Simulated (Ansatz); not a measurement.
SrAgO3: energy above lowest point and pressure against volume scale

Free energy against uniform scaling of the volume at fixed shape and fractions; periodic cell, basis, potentials, k mesh and filling as listed. The results are calculated, by Ansatz 0.2.0.

The cell before it is scaled or strained (space group Pm-3m, No. 221):
```
CELL_PARAMETERS angstrom
4.11020 0.00000 0.00000
0.00000 4.11020 0.00000
0.00000 0.00000 4.11020
ATOMIC_POSITIONS crystal
Sr 0.00000 0.00000 0.00000
Ag 0.50000 0.50000 0.50000
O 0.50000 0.50000 0.00000
O 0.50000 0.00000 0.50000
O 0.00000 0.50000 0.50000
```

Settings of every row: functional LDA; dispersion none; potentials PAW; wave cutoff 500 eV; density cutoff 2000 eV; k mesh 6x6x6; k shift 0x0x0; occupations fermi dirac; smearing width 0.15 eV; spin none; SCF threshold exponent -9.

Limits: coarse k mesh, up to 40 meV an atom off; odd electron count without spin; stress loosely converged; the cell comes from a prototype or a list of computed structures and needn't be the stable phase.

```
row  volume scale  V (Å³/atom)  energy above lowest point (meV/atom)  pressure (GPa)
  1           0.9       12.499                                     0            0.24
  2         0.925       12.846                                     ?               ?
  3          0.95       13.193                                  14.5           -6.55
  4         0.975        13.54                                  31.6           -9.18
  5             1       13.887                                    54           -11.4
  6         1.025       14.235                                  80.8          -13.28
  7          1.05       14.582                                 111.3          -14.86
  8         1.075       14.929                                   145          -16.18
  9           1.1       15.276                                 181.3          -17.29
```

Question: what energy above lowest point and pressure should row 2 give?

Worked fit of energy above lowest point. Take u = (V_r/V)^(2/3) − 1 with V_r = 14.061 Å³ an atom, which is twice the finite (Eulerian) strain; such expansions in the strain, on which the Birch-Murnaghan equation of state is built, carry the rest volume and the bulk modulus. The shown rows have u = 0.08167, 0.04339, 0.02549, 0.00834, -0.00817, -0.02396, -0.03915, -0.05375. Least squares give energy above lowest point = 66.87 − 1629.4 × u + 9543 × u² + 4670 × u³ meV/atom; a parabola predicts inner rows, each left out in turn, worse (root mean square 0.36 against 0.039 meV/atom). The rows lie off it by 0.0, 0.0, 0.0, 0.1, 0.0, 0.0, 0.0, 0.0. Its lowest point lies at u = 0.0806, or V = 12.52 Å³ an atom, and the curvature there gives the bulk modulus at fixed shape and fractions, B = (4/9)(1 + u)² E″(u)/V = 142 GPa. The withheld row has u = 0.0621, so the fit gives 66.87 − 1629.4 × (0.0621) + 9543 × (0.0621)² + 4670 × (0.0621)³ = 3.6 meV/atom.

The calculation gave 3.6 meV/atom. The fit meets it to the printed digit.

Worked fit of pressure. Take u = (V_r/V)^(2/3) − 1 with V_r = 14.061 Å³ an atom, which is twice the finite (Eulerian) strain; such expansions in the strain, on which the Birch-Murnaghan equation of state is built, carry the rest volume and the bulk modulus. The shown rows have u = 0.08167, 0.04339, 0.02549, 0.00834, -0.00817, -0.02396, -0.03915, -0.05375. Least squares give pressure = −12.382 + 113.75 × u + 449.9 × u² + 607 × u³ GPa; a parabola predicts inner rows, each left out in turn, worse (root mean square 0.047 against 0.0024 GPa). All shown rows lie on it to the printed digit. The pressure vanishes at u = 0.0805, or V = 12.52 Å³ an atom, and there the bulk modulus at fixed shape and fractions is B = −V dP/dV = (2/3)(1 + u) dP/du = 143 GPa. The withheld row has u = 0.0621, so the fit gives −12.382 + 113.75 × (0.0621) + 449.9 × (0.0621)² + 607 × (0.0621)³ = -3.44 GPa.

The calculation gave -3.44 GPa. The fit meets it to the printed digit.
